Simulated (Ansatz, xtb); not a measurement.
**Relative energy of two isomers of C4H7ClGe**

We compare I, `C=C/[C]([GeH3])=C\Cl`, a singlet, with II, `C=C/C=[C](\Cl)[GeH3]`, a singlet. Both are isolated molecules in the gas phase, relaxed with B3LYP/def2-SVP; the shapes shown needn't be the lowest conformers.

I (Å):

| atom | x (Å) | y (Å) | z (Å) |
| --- | --- | --- | --- |
| C | -0.4317 | 1.4206 | -0.3981 |
| C | 0.7597 | 0.9590 | 0.0176 |
| C | 2.0307 | 1.6819 | -0.0500 |
| C | 3.1995 | 1.1662 | 0.3828 |
| Cl | 3.3976 | -0.4233 | 1.0845 |
| Ge | 2.1184 | 3.5040 | -0.7962 |
| H | -0.5594 | 2.4135 | -0.8402 |
| H | -1.3330 | 0.8095 | -0.3080 |
| H | 0.8100 | -0.0463 | 0.4500 |
| H | 1.6442 | 3.5106 | -2.2640 |
| H | 3.5847 | 3.9723 | -0.7230 |
| H | 1.2254 | 4.4638 | 0.0167 |
| H | 4.1493 | 1.7020 | 0.3349 |

II (Å):

```xyz
13

C     0.2691   -0.5500   -0.3180
C     0.5614    0.6299    0.2561
C     1.4693    1.6054   -0.3279
C     1.8188    2.8086    0.1756
Cl    1.1666    3.3790    1.7125
Ge    3.0549    4.0638   -0.6822
H     0.7085   -0.8459   -1.2762
H    -0.4182   -1.2574    0.1524
H     0.1057    0.8960    1.2146
H     1.9231    1.3335   -1.2886
H     4.2508    4.3247    0.2536
H     2.3269    5.3943   -0.9540
H     3.5365    3.4361   -2.0062
```

Q: Estimate which is lower in electronic energy at CCSD(T)/def2-SVP + ΔMP2/def2-TZVPP, and by roughly how much.

A: Too close to call at this level: CCSD(T)/def2-SVP + ΔMP2/def2-TZVPP gives E(II) − E(I) = −0.07 kcal/mol.

How the difference moves with the method:

| level | geometry | E(II) − E(I) (kcal/mol) | departure from the last row (kcal/mol) | job, with rough time for the two |
| --- | --- | --- | --- | --- |
| GFN2-xTB | GFN2-xTB | −0.90 | −0.83 | optimisation, 0.13 s |
| HF/STO-3G | GFN2-xTB | −1.25 | −1.17 | single point, 0.6 s |
| r2SCAN-D4/def2-SVP | GFN2-xTB | +0.80 | +0.88 | single point, 3.3 s |
| B3LYP/def2-SVP | B3LYP/def2-SVP | −1.62 | −1.55 | optimisation, 85 s |
| HF/def2-SVP | B3LYP/def2-SVP | −2.17 | −2.10 | part of the CCSD(T) run |
| MP2/def2-SVP | B3LYP/def2-SVP | −0.60 | −0.53 | part of the CCSD(T) run |
| CCSD(T)/def2-SVP | B3LYP/def2-SVP | −0.86 | −0.79 | single point |
| CCSD(T)/def2-SVP + ΔMP2/def2-TZVPP | B3LYP/def2-SVP | −0.07 |  | single point, 52 s |

As drawn, both hold the same kinds of bond in the same numbers.

The largest departure from CCSD(T)/def2-SVP + ΔMP2/def2-TZVPP is that of HF/def2-SVP, 2.10 kcal/mol. The last row adds to CCSD(T) the change of the MP2 difference between the two basis sets, here +0.79 kcal/mol.

With thermal terms from frequencies at re-optimised GFN2-xTB minima (ideal gas, soft modes damped towards free rotors, one conformer each, 298.15 K, 1 atm): on the last row, ΔE + ΔZPE = +0.03, ΔH = +0.15, ΔG = −0.28 kcal/mol.

The correlated steps freeze 18 core orbitals; the filled d shell of Ge is correlated, in a basis made for valence electrons. Programs: Ansatz 0.2.0, xtb 6.7.1; the last row on 2 threads of Intel(R) Xeon(R) 6975P-C (Granite Rapids) on a shared host.

The two isomers are effectively isoenergetic, and the calculation doesn't support a preference for either. Moving the germyl group from the inner diene carbon to the chlorine-bearing one leaves the main energetic contributions intact: both structures keep an extended, conjugated s-trans diene, a trisubstituted double bond, and chlorine cis to the vinyl group. What remains is a small balance between germyl beside vinyl in I and germyl beside chlorine in II, where steric and inductive effects probably largely offset each other.

Hartree–Fock favours II by 2.17 kcal/mol in the small basis, and correlation removes much of that preference. This suggests that I gains more from correlation, possibly through dispersion between the adjacent germyl and vinyl groups. The basis-set change then cancels nearly all of what is left at CCSD(T), so the small-basis preference for II isn't robust. Thermal terms don't settle the order either, since enthalpy and free energy differ in sign. Near-equal energies also say nothing about which isomer a synthesis would deliver, as that may be set by kinetics.
